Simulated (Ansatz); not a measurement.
## Correcting a cheap level on molecular compounds of Ti

The vertical ionisation energy (cation less neutral) in eV of 7 molecular compounds of Ti: x at HF/def2-TZVPP, y at CCSD(T)/def2-TZVPP. Shapes, held fixed at every level: PBE0-D4/def2-TZVP. Flexible molecules stand in one conformer, not always the lowest. Programs: Ansatz 0.2.0.

```
                                        molecule  x (eV)  y (eV)
   CH9N3OTi (SMILES C[O][Ti]([NH2])([NH2])[NH2])    7.71    8.80
                                    Ti(OH)3(SeH)    8.05       ?
                                  Se(CH3)(TiCl3)    8.28    9.19
                                        Ti(OH)3I    8.71    9.38
                                  Ti(NH2)(OH)2Cl    8.75    9.92
 C3H10O4Ti (SMILES CC(C)[O][Ti]([OH])([OH])[OH])    9.19   10.19
C2H2F6OTi (SMILES FC(F)(F)C[O][Ti]([F])([F])[F])   11.40   12.30
```

Question: Fit y = c + s·x to the known rows and predict y for Ti(OH)3(SeH).

Answer: 
1. Means of the 6 rows: x = 9.0067, y = 9.963.
2. Σ(Δx)² = 8.1249, Σ(Δx·Δy) = 7.8886, so the slope is 7.8886/8.1249 = 0.97092.
3. Intercept: 9.963 − (0.97092) × 9.0067 = 1.218. The largest residual of the fit is 0.30.
4. Ti(OH)3(SeH): 1.218 + 0.97092 × 8.05 = 9.03 eV.

CCSD(T)/def2-TZVPP gives 8.88 eV, so the prediction is off by +0.15 eV, within the largest residual. Uncorrected, HF/def2-TZVPP misses it by -0.83 eV, and the other rows by 0.96 on average. The line overshoots: the miss goes from -0.83 to +0.15. Left out in turn, the other rows are missed by 0.17 eV on average, so much of the error is systematic among these molecules. Cations run unrestricted. For atoms past krypton def2 sets carry core potentials with scalar relativity. Relativity is left out for Se. Outer-core shells of I, Se, Ti are correlated, in sets that cover them unevenly.

Hartree-Fock puts every ionisation energy too low, as expected when the neutral molecule, with one more electron, loses more correlation energy than the cation. The slope of 0.97092 makes the correction nearly a constant shift, but the scatter around it looks chemical. All three compounds with a selenium or iodine donor, including the predicted Ti(OH)3(SeH), fall below the line, while the four with only lighter donors lie above it. Titanium(IV) has an empty d shell, so the electron probably leaves a ligand lone pair. A hole in a diffuse selenium or iodine p orbital should cost less pair correlation than one in a compact nitrogen or oxygen 2p orbital, which would explain why the line overshoots for the selenol compound. The highest ionisation energy, in the fluorinated alkoxide, fits the inductive stabilisation of the lone pairs by fluorine. That compound lies far from the rest and largely fixes the slope, so the fit says little about whether the correction truly varies with ionisation energy.
